**Power-law edge model for the anomalous scattering factors of tungsten**

The table holds $f'$ and $f''$ of an isolated W atom at 14 photon energies, from a dispersion relation over the Dirac-Hartree-Slater photoeffect with tabulated edges and a constant high-energy term. The program fits a six-parameter model (K, L and M edges with a common power law, plus an empirical outer-shell term) to $f''$ alone, integrates it to obtain $f'$ without further fitting, and compares it with a fixed exponent of 2 and with plain electron counting. The fitted exponent is 1.60; $f''$ is reproduced to 2.0 % rms and $f'$ to 0.29 e rms above 3 keV, with the worst miss, 3.5 e, at 2696 eV among the M edges. The output also lists the local logarithmic slopes of $f''$, the model's split of $f'$ by shell, the effect of the outer-shell cut-off and the two rows whose sign is set by the constant.

Anomalous X-ray scattering factors of an isolated tungsten atom (Z = 74) against photon energy, computed with Radial Dirac-Fock and Kohn-Sham solver 3. f′ follows from the dispersion relation over the Dirac-Hartree-Slater subshell photoeffect with tabulated edges, plus the Kissel-Pratt constant -(Z/82.5)^2.37; bound-bound lines and fine structure are left out.

## Numerical check

```python
# Table: anomalous X-ray scattering factors f', f'' (e) of an isolated W atom vs photon energy; radial solver,
# dispersion relation over the Dirac-Hartree-Slater photoeffect, tabulated edges, constant -(Z/82.5)^2.37.
# Tested: power-law edge model fitted to f'' only, f' from it without fit; alternatives: p = 2, electron counting.
T = {
    'photon_energies': [584.8, 1175, 1487, 2696, 3775, 5415, 6000, 8048, 9252, 15000, 22160, 29640, 40000, 74060],  # eV
    'f_prime': [-34.61, -26.49, -28.71, -13.39, -5.389, -3.935, -4.056, -5.395, -7.138, -1.739, -0.347, -0.487, -0.895, -2.061],  # e
    'f_double_prime': [23.08, 13.76, 10.8, 27.34, 17.99, 10.57, 9.047, 5.725, 4.581, 8.856, 4.687, 2.868, 1.709, 2.934],  # e
}
import numpy as np
from scipy.integrate import quad
from scipy.optimize import least_squares
E, f1, f2 = (np.array(T[k], float) for k in ('photon_energies', 'f_prime', 'f_double_prime'))
C = -(74/82.5)**2.37
# standard edge energies (eV; not outputs) with occupations; M1 ~2800 and N4,5 ~250 eV are rough recalled values
SH = {'K': [(69525, 2)], 'L': [(12100, 2), (11544, 2), (10207, 4)],
      'M': [(2800, 2), (2575, 2), (2281, 4), (1872, 4), (1809, 6)]}
ed = [x for s in SH.values() for x in s] + [(594, 2)]
def comps(q, p, Ec=250.):
    g = dict(zip('KLM', np.exp(q[:3]))); B, E0 = np.exp(q[3:5])
    out = [('out', Ec, lambda y: B/(1 + y/E0)**2)]
    for s, sub in SH.items():
        for Ek, n in sub:
            a = np.pi/2*p*g[s]*n/sum(m for _, m in sub)
            out.append((s, Ek, lambda y, a=a, Ek=Ek: a*(Ek/y)**p))
    return out
m2 = lambda cs: np.array([sum(c(e) for _, Ek, c in cs if e > Ek) for e in E])
def kk(Ek, c, e):
    x = e/Ek; h = lambda t: c(Ek/t)/(t*x*(x*t + 1))
    if x > 1: return 2/np.pi*quad(h, 1e-9, 1, weight='cauchy', wvar=1/x, limit=300)[0]
    return 2/np.pi*quad(lambda t: h(t)/(t - 1/x), 1e-9, 1, limit=300)[0]
parts = lambda cs: {s: np.array([sum(kk(Ek, c, e) for u, Ek, c in cs if u == s) for e in E]) for s in ('out', 'M', 'L', 'K')}
print(f"constant C = {C:.3f} e; integrator check p=2, x=2: {kk(1., lambda y: np.pi/y**2, 2.):.4f} vs {np.log(3)/4:.4f}")
print("rows with f'-C > 0:", ', '.join(f"{e:.0f} eV: {v:+.3f} e" for e, v in zip(E, f1 - C) if v > 0))
sl = np.diff(np.log(f2))/np.diff(np.log(E))
rnd = lambda v: 0.5*10**(np.floor(np.log10(v)) - 3)/v
fl = (rnd(f2)[1:] + rnd(f2)[:-1] + abs(sl)*(rnd(E)[1:] + rnd(E)[:-1]))/np.diff(np.log(E))
cross = np.array([any(a < k < b for k, _ in ed) for a, b in zip(E[:-1], E[1:])])
fmt = lambda idx: ', '.join(f"{E[i]:.0f}-{E[i+1]:.0f}: {sl[i]:+.2f}" for i in idx)
free = np.where(~cross)[0]
print("dln f''/dlnE, edge-free, below L:", fmt([i for i in free if E[i] < 10207]))
print("dln f''/dlnE, edge-free, L to K :", fmt([i for i in free if E[i] > 10207]))
print("dln f''/dlnE, edge crossed:", fmt(np.where(cross)[0]))
print(f"rounding floors: slope <= {fl[free].max():.3f}; f'' <= {100*rnd(f2).max():.2f} %; f' 0.0005-0.005 e")
q0 = np.log([1.2, 5, 20, 50, 1200.])
rA = least_squares(lambda q: np.log(m2(comps(q, q[5]))/f2), np.append(q0, 1.7))
rB = least_squares(lambda q: np.log(m2(comps(q, 2.))/f2), q0)
cnt = np.array([C - sum(n for k, n in ed if k > e) for e in E])
hi = E > 3000; res = {}
def stat(r): return f"f' rms {np.sqrt(np.mean(r**2)):.2f} e (rows >3 keV {np.sqrt(np.mean(r[hi]**2)):.2f}), worst {r[np.argmax(abs(r))]:+.2f} at {E[np.argmax(abs(r))]:.0f} eV"
for name, q, p in (('free p', rA.x, rA.x[5]), ('p = 2', rB.x, 2.)):
    cs = comps(q, p); P = parts(cs); a = m2(cs); b = C + sum(P.values()); res[name] = (cs, P, a, b)
    g = np.exp(q[:5]); d = 100*(a/f2 - 1)
    print(f"{name}: p={p:.3f} gK={g[0]:.2f} (2 e) gL={g[1]:.2f} (8) gM={g[2]:.2f} (18) sum={g[:3].sum():.1f} (28) B={g[3]:.1f} e E0={g[4]:.0f} eV")
    print(f"   f'' rms {np.sqrt(np.mean(d**2)):.1f} %, worst {d[np.argmax(abs(d))]:+.1f} % at {E[np.argmax(abs(d))]:.0f} eV; {stat(b - f1)}")
print("counting:", stat(cnt - f1))
cs, P, a, b = res['free p']
print("E/eV | f'' model err% (p=2 err%) | f' model resid (p=2 resid) count resid | model parts outer M L K, e")
for i, e in enumerate(E):
    print(f"{e:7.1f} | {f2[i]:6.3f} {a[i]:6.3f} {100*(a[i]/f2[i]-1):+5.1f} ({100*(res['p = 2'][2][i]/f2[i]-1):+5.1f}) | {f1[i]:7.3f} {b[i]:7.3f} {b[i]-f1[i]:+5.2f} "
          f"({res['p = 2'][3][i]-f1[i]:+5.2f}) {cnt[i]:6.2f} {cnt[i]-f1[i]:+5.2f} | " + ' '.join(f"{P[s][i]:+6.2f}" for s in P))
for i, j in ((0, 1), (1, 2), (4, 5), (5, 8), (9, 10), (10, 12), (12, 13)):
    print(f"df' {E[i]:.0f}->{E[j]:.0f}: table {f1[j]-f1[i]:+.3f}, model {b[j]-b[i]:+.2f} = " + ' '.join(f"{s} {P[s][j]-P[s][i]:+.2f}" for s in P))
o30 = comps(rA.x, rA.x[5], 30.)[0]
print("f' shift if outer cut-off 250 -> 30 eV:", ', '.join(f"{E[i]:.0f}: {kk(30., o30[2], E[i]) - P['out'][i]:+.2f}" for i in range(5)))
print("model f'' jumps (e):", ', '.join(f"{s} {Ek}: {c(Ek):.2f}" for s, Ek, c in cs[1:]))
print(f"x=E/edge: 1487/M5 {E[2]/1809:.3f}, 9252/L3 {E[8]/10207:.3f}, 15000/L1 {E[9]/12100:.3f}, 40000/K {E[12]/69525:.3f}, 74060/K {E[13]/69525:.3f}")
assert list(np.where(sl > 0)[0]) == [2, 8, 12] and cross[sl > 0].all()
assert all(-2.5 < sl[i] < -1.4 for i in free if E[i] > 3000) and (np.diff(sl[free]) < 0).all()
assert (f1 < 0).all() and list(np.where(f1 - C > 0)[0]) == [10, 11]
assert f1[2] < f1[1] and f1[8] < f1[5] and f1[13] < f1[12] < f1[10]
```

Printed output:

```
constant C = -0.773 e; integrator check p=2, x=2: 0.2747 vs 0.2747
rows with f'-C > 0: 22160 eV: +0.426 e, 29640 eV: +0.286 e
dln f''/dlnE, edge-free, below L: 1175-1487: -1.03, 3775-5415: -1.47, 5415-6000: -1.52, 6000-8048: -1.56, 8048-9252: -1.60
dln f''/dlnE, edge-free, L to K : 15000-22160: -1.63, 22160-29640: -1.69, 29640-40000: -1.73
dln f''/dlnE, edge crossed: 585-1175: -0.74, 1487-2696: +1.56, 2696-3775: -1.24, 9252-15000: +1.36, 40000-74060: +0.88
rounding floors: slope <= 0.008; f'' <= 0.05 %; f' 0.0005-0.005 e
free p: p=1.604 gK=1.00 (2 e) gL=4.30 (8) gM=15.21 (18) sum=20.5 (28) B=46.0 e E0=1412 eV
   f'' rms 2.0 %, worst +4.7 % at 3775 eV; f' rms 1.13 e (rows >3 keV 0.29), worst -3.52 at 2696 eV
p = 2: p=2.000 gK=0.90 (2 e) gL=4.98 (8) gM=12.41 (18) sum=18.3 (28) B=24.8 e E0=3888 eV
   f'' rms 10.0 %, worst +20.3 % at 1487 eV; f' rms 1.53 e (rows >3 keV 0.65), worst -3.28 at 1175 eV
counting: f' rms 3.79 e (rows >3 keV 4.25), worst -6.84 at 5415 eV
E/eV | f'' model err% (p=2 err%) | f' model resid (p=2 resid) count resid | model parts outer M L K, e
  584.8 | 23.080 22.982  -0.4 (-18.7) | -34.610 -32.935 +1.68 (-2.36) -30.77 +3.84 | -11.07 -15.79  -4.30  -1.00
 1175.0 | 13.760 13.692  -0.5 ( +6.5) | -26.490 -25.862 +0.63 (-3.28) -28.77 -2.28 |  -1.61 -18.16  -4.32  -1.00
 1487.0 | 10.800 10.903  +1.0 (+20.3) | -28.710 -27.527 +1.18 (-1.72) -28.77 -0.06 |  -0.10 -21.33  -4.33  -1.00
 2696.0 | 27.340 27.369  +0.1 ( +5.5) | -13.390 -16.914 -3.52 (-3.03) -12.77 +0.62 |  +1.40 -12.12  -4.42  -1.00
 3775.0 | 17.990 18.829  +4.7 ( +6.0) |  -5.389  -5.043 +0.35 (+0.70) -10.77 -5.38 |  +1.39  -0.12  -4.54  -1.00
 5415.0 | 10.570 10.614  +0.4 ( -0.7) |  -3.935  -3.502 +0.43 (+0.26) -10.77 -6.84 |  +1.13  +2.00  -4.86  -1.00
 6000.0 |  9.047  9.004  -0.5 ( -2.1) |  -4.056  -3.669 +0.39 (+0.08) -10.77 -6.72 |  +1.04  +2.09  -5.02  -1.00
 8048.0 |  5.725  5.605  -2.1 ( -5.2) |  -5.395  -5.081 +0.31 (-0.49) -10.77 -5.38 |  +0.78  +1.92  -6.00  -1.01
 9252.0 |  4.581  4.469  -2.4 ( -6.5) |  -7.138  -6.729 +0.41 (-0.95) -10.77 -3.63 |  +0.67  +1.74  -7.35  -1.01
15000.0 |  8.856  8.641  -2.4 (+16.8) |  -1.739  -1.898 -0.16 (+1.03)  -2.77 -1.03 |  +0.36  +1.08  -1.55  -1.02
22160.0 |  4.687  4.604  -1.8 ( +2.6) |  -0.347  -0.540 -0.19 (+0.93)  -2.77 -2.43 |  +0.21  +0.68  +0.40  -1.05
29640.0 |  2.868  2.880  +0.4 ( -5.4) |  -0.487  -0.650 -0.16 (+0.62)  -2.77 -2.29 |  +0.14  +0.46  +0.61  -1.09
40000.0 |  1.709  1.775  +3.9 (-12.2) |  -0.895  -1.000 -0.10 (+0.39)  -2.77 -1.88 |  +0.09  +0.31  +0.57  -1.19
74060.0 |  2.934  2.934  +0.0 ( +0.0) |  -2.061  -2.038 +0.02 (+0.28)  -0.77 +1.29 |  +0.03  +0.13  +0.32  -1.75
df' 585->1175: table +8.120, model +7.07 = out +9.46 M -2.37 L -0.02 K -0.00
df' 1175->1487: table -2.220, model -1.67 = out +1.51 M -3.17 L -0.01 K -0.00
df' 3775->5415: table +1.454, model +1.54 = out -0.26 M +2.12 L -0.32 K -0.00
df' 5415->9252: table -3.203, model -3.23 = out -0.46 M -0.27 L -2.49 K -0.01
df' 15000->22160: table +1.392, model +1.36 = out -0.15 M -0.40 L +1.94 K -0.03
df' 22160->40000: table -0.548, model -0.46 = out -0.12 M -0.37 L +0.17 K -0.14
df' 40000->74060: table -1.166, model -1.04 = out -0.05 M -0.18 L -0.24 K -0.56
f' shift if outer cut-off 250 -> 30 eV: 585: +2.32, 1175: +0.53, 1487: +0.33, 2696: +0.10, 3775: +0.05
model f'' jumps (e): K 69525: 2.52, L 12100: 2.71, L 11544: 2.71, L 10207: 5.41, M 2800: 4.26, M 2575: 4.26, M 2281: 8.51, M 1872: 8.51, M 1809: 12.77
x=E/edge: 1487/M5 0.822, 9252/L3 0.906, 15000/L1 1.240, 40000/K 0.575, 74060/K 1.065
```
